### Question

Lanthanum germanate, La2GeO5, holds five kinds of oxygen. Four of them, O13, O14, O19 and O22, are each bonded to one germanium atom. Their Ge–O bonds lengthen in the order O13, O19, O14, O22, from 1.72 to 1.78 Å. The fifth, O16, touches no germanium and sits among four lanthanum atoms at a mean distance of 2.44 Å.

A density-functional calculation gives the electric field gradient at each oxygen nucleus. $V_{zz}$ is its largest principal component, and the asymmetry $\eta$ is zero when the gradient has an axis of symmetry. The quadrupole coupling $C_Q$ is the same gradient multiplied by the quadrupole moment of the 17O nucleus, and it is what a magnetic resonance spectrum feels.

La2GeO5 in its database structure (P2_1/c, 32 atoms), atoms fixed, computed with Ansatz 0.2.0: r2SCAN, plane waves to 500 eV, default PAW datasets with responding cores, scalar-relativistic, no spin polarisation, 3×3×4 k-mesh. With |Vzz| ≥ |Vyy| ≥ |Vxx|, the asymmetry is (Vxx − Vyy)/Vzz; the coupling is eQVzz/h with Q = 0.206 (139La), −0.196 (73Ge) and −0.02558 barn (17O). Candidates: O19, O16, O22, O14, O13.

```tsv
row	Vzz (1e21 V/m^2)	asymmetry	quadrupole coupling (MHz)
A	9.02	0.14	-5.58
B	-0.67	0.27	0.416
C	7.45	0.24	-4.61
D	7.14	0.04	-4.41
E	7.54	0.20	-4.67
```

(a) Assign the letters to the sites from the values in the table and the bonding described above, and say how sure each assignment is.

(b) Which of these sites could a 17O spectrum tell apart by their quadrupole coupling?

### Model answer

**(a)** Begin with an oxygen ion that shares no electrons. Its 2p shell is full, the charge around the nucleus is spherical, and the shell produces no field gradient. Now let one neighbour form a covalent bond. It draws some 2p charge away from the nucleus along the bond, while the 2p orbitals across the bond stay nearly full. A shortage of electrons along one axis gives a positive $V_{zz}$ along that axis.

The five oxygens should therefore fall into two classes. Germanium binds covalently and from one side, so its oxygens should show a clear positive gradient. Lanthanum bonds are mostly ionic, and four of them spread around the oxygen draw on its three 2p orbitals almost evenly. For both reasons little gradient should remain, and the table cannot say which of the two counts more. Row B has a gradient more than ten times smaller in size than any other row, so B is O16. This assignment is sure.

The coupling turns this picture into a rough number. If the 2p shell holds $\Delta$ fewer electrons along the bond than in an orbital across it, then

$$|C_Q| \approx \Delta \, C_1 ,$$

where $C_1$ is the coupling that a single 2p electron would cause, roughly 21 MHz as a recalled value. Row A gives $\Delta \approx 5.58/21 \approx 0.27$, and row B gives $0.416/21 \approx 0.02$ in size, although its negative gradient would mean a slight excess of electrons along the axis and not a shortage. Only the order of magnitude beside germanium deserves trust, some tenths of an electron. Among lanthanum the gradient is so small that the charges of the surrounding ions could supply much of it, with hardly any imbalance in the shell. This translates the couplings into the language of the picture and does not test it.

Among the four remaining rows the bond length has to decide. A shorter bond should mean more overlap and more charge drawn from the 2p orbital along the bond. As long as the orbitals across the bond stay nearly full, this makes the shell more uneven, and the largest gradient should belong to the shortest bond. Row A stands about 20 % above the next one, E, which makes A = O13 probable. Row D has the smallest gradient of the four and should be O22, with the longest bond. That is only tentative, because D lies just 4 % below C.

Rows C and E remain ambiguous. The bond-length rule would give the larger gradient, E, to O19 and the smaller, C, to O14. The two gradients differ by about 1 %, however, and so coarse a rule cannot carry a decision that fine. The asymmetry does not help, since no simple link ties it to the length of one bond.

The labelled table settles the matter.

The rows with their labels:

```tsv
atom	first shell	mean distance (Å)	longest less shortest (Å)	Vzz (1e21 V/m^2)	asymmetry	quadrupole coupling (MHz)
La1	O9	2.62	0.52	-13.23	0.63	-65.9
La3	O7	2.50	0.23	-13.92	0.63	-69.4
Ge9	O4	1.76	0.06	6.93	0.83	-32.8
O13	Ge1	1.72	0.00	9.02	0.14	-5.58
O14	Ge1	1.77	0.00	7.54	0.20	-4.67
O16	La4	2.44	0.08	-0.67	0.27	0.416
O19	Ge1	1.75	0.00	7.45	0.24	-4.61
O22	Ge1	1.78	0.00	7.14	0.04	-4.41
```

B, A and D were assigned correctly. C is O19 and E is O14, so the bond-length rule put these two the wrong way round.

**(b)** An ordinary spectrum shows the size of the coupling but not its sign. In a powder, the central line of 17O is broadened in second order by an amount proportional to $C_Q^2(1+\eta^2/3)$ at a given magnetic field. This contribution is computed to be about 110 times larger for O22 than for O16. The exact ratio is uncertain, because so small a gradient as that of O16 can carry a large relative error, but the oxygen without germanium should stand out by its narrow line. O13 is broadened about 1.4 times as much as O14, whereas O14 and O19 differ by only 2 % and nearly coincide in this respect. O22 is broadened only about a tenth less than these two, which is too little to tell it from them securely.

### Remarks on the reasoning

**Class first, order second.** A good answer asks first what kind of bonds the oxygen has and how evenly they surround it, and only then how long they are. The first question separates gradients by a factor of ten. The second separates them by anything from about 1 % to about a quarter, and it misplaces two of the four germanium-bound sites. Those two bonds differ by 0.02 Å, and differences in the surrounding lanthanum atoms may outweigh so small a step; this is a guess that the calculation does not test.

**Would a point charge do as well?** One could treat the nearest germanium as a bare ion, whose gradient falls as $1/d^3$ with the distance $d$. Scaled to match O13, this predicts $9.02 \times (1.72/1.78)^3 \approx 8.14$ for O22, in the units of the table, where the calculation gives 7.14. For the three sites not used in the scaling the prediction is 10 to 15 % too high. Distance to one ion thus explains only part of the drop from O13 to the others. That leaves room for the change in bonding argued above but does not prove it, since this model also ignores all the more distant ions. The printed analysis below lists the comparison site by site.

**How far to trust the order.** In tests on other systems by the makers of these data, gradients from this method missed all-electron results by 2 to 3 % at the median, and by over 10 % at about one site in ten. No all-electron comparison was made for La2GeO5 itself, so the error here is unknown. If it is similar, a measured spectrum could show O14 and O19 in either order, and O22 might change places with them too. The atoms were also held fixed although forces of about 0.15 eV/Å still act on O13, O14 and O19, and the effect of relaxing them is untested. Spin-orbit coupling, which can matter near heavy atoms such as lanthanum, was left out, and its effect is untested too. The tenfold gap between O16 and the rest is far larger than the errors typical of those tests.

**Where it matters.** Lanthanum germanate can form where a lanthanum oxide gate dielectric meets a germanium channel. In reference powders for such layers, the coupling can help to show whether oxygen is bonded to germanium or only to lanthanum. It does not say how well the dielectric works.

Output of the analysis:

```
Smallest Ge-bound Vzz over size of Vzz at O16 (ratio): 10.66
Largest Ge-bound Vzz over size of Vzz at O16 (ratio): 13.46
Vzz of O13 above O14 (percent): 19.63
Vzz of O14 above O19 (percent): 1.208
Vzz of O19 above O22 (percent): 4.342
Vzz of O14 above O22 (percent): 5.602
Bond of O14 longer than bond of O19 (angstrom): 0.02
Range of the four Ge-O distances (angstrom): 0.06
Rank correlation of Vzz with Ge-O distance over four sites: -0.8
Inverse-cube prediction for O14 (1e21 V/m^2): 8.277
Inverse-cube prediction for O19 (1e21 V/m^2): 8.564
Inverse-cube prediction for O22 (1e21 V/m^2): 8.138
Inverse-cube prediction too high at O14 (percent): 9.774
Inverse-cube prediction too high at O19 (percent): 14.95
Inverse-cube prediction too high at O22 (percent): 13.98
Vzz of a bare 4+ charge at the O13 distance (1e21 V/m^2): 2.264
Rough 2p imbalance at O13 (electrons): 0.2657
Rough 2p imbalance at O22 (electrons): 0.21
Rough 2p imbalance at O16 (electrons): 0.01981
Combined coupling of O13 (MHz): 5.598
Combined coupling of O14 (MHz): 4.701
Combined coupling of O16 (MHz): 0.421
Combined coupling of O19 (MHz): 4.654
Combined coupling of O22 (MHz): 4.411
Second-order width of O22 over that of O16 (ratio): 109.8
Second-order width of O13 over that of O14 (ratio): 1.418
Second-order width of O14 over that of O19 (ratio): 1.02
```
